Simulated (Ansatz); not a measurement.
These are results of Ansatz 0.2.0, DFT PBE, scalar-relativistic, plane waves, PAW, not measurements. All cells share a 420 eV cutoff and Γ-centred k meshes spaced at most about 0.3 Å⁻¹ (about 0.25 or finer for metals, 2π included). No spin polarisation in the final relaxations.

Temperature and zero-point effects are left out.

Compare these two cells of SnSe4, each relaxed at this level.

A.

```xyz
5
Lattice="4.5285 0.0000 0.0000 -2.2642 3.9218 0.0000 0.0000 0.0000 11.2476" Properties=species:S:1:pos:R:3 pbc="T T T"
Sn    0.0000    0.0000    5.6238
Se    0.0000    2.6145    0.0000
Se    2.2642    1.3073    0.0000
Se    0.0000    0.0000    7.9539
Se    0.0000    0.0000    3.2937
```

B.

```xyz
5
Lattice="5.1186 0.0000 0.0000 0.0000 5.1186 0.0000 0.0000 0.0000 5.1186" Properties=species:S:1:pos:R:3 pbc="T T T"
Sn    0.0000    0.0000    0.0000
Se    1.5069    1.5069    1.5069
Se    3.6117    3.6117    1.5069
Se    1.5069    3.6117    3.6117
Se    3.6117    1.5069    3.6117
```

Problem. Which would you expect to be lower, and how large is the difference?

Solution. B is lower, by 87 meV/atom. A has space group P6/mmm (No. 191), 40.0 Å³/atom and no gap on its mesh; B has space group P-43m (No. 215), 26.8 Å³/atom and no gap. Counting Se atoms around Sn (those within 1.25 times the shortest such distance or 1.15 times the sum of covalent radii, 1.27 where that leaves under three), A has Sn 2 and B has Sn 4. A holds Se–Se nets (shortest 2.61 Å); in B the shortest Se–Se distance is 2.98 Å. Even the lower one lies +0.38 eV/atom against the reference forms of the elements (uncorrected), so neither is stable at this level. In A, Sn has 2 Se at 2.33 Å; around Se on a site of symmetry -6m2 lie 3 Se at 2.61 Å; Se on a site of symmetry 6mm has 1 Sn at 2.33 Å. In B, Sn has 4 Se at 2.61 Å; around Se lie 1 Sn at 2.61 Å and 3 Se at 2.98 Å. Both come from invented guesses. A third cell relaxed alike, in P-6m2, lies 73 meV/atom below the lower of the two.

No dispersion correction is applied, so the spacing and binding between layers, chains or molecules are poorly described (P6/mmm), and this can change margins and order among such cells. Cells relaxed within their symmetry can be saddle points.

The preference for B probably reflects better use of tin's valence: four Sn–Se contacts suit sp³-type bonding, whereas A combines two short, multiple-bond-like contacts with a separate selenium net. That net is electronically awkward, because selenium normally completes its octet with two bonds. Three equivalent links put electrons into antibonding states, consistent with the stretched 2.61 Å separation.

B has an unresolved electron count of its own. Sn(IV) with four Se leaves each selenium formally at −1, which would favour Se–Se pairing. Instead, each atom has three equal contacts at 2.98 Å, too long for normal single bonds. The resulting partly empty Se p states offer a natural explanation for the missing gap, and a symmetry-breaking distortion into Se₂ pairs could plausibly lower the energy.

The positive energy relative to the elements therefore suggests unfavourable selenium arrangements rather than intrinsically weak Sn–Se bonding, since the known tin selenides form exothermically. The lower P-6m2 cell confirms that B is not the ground state at this composition.
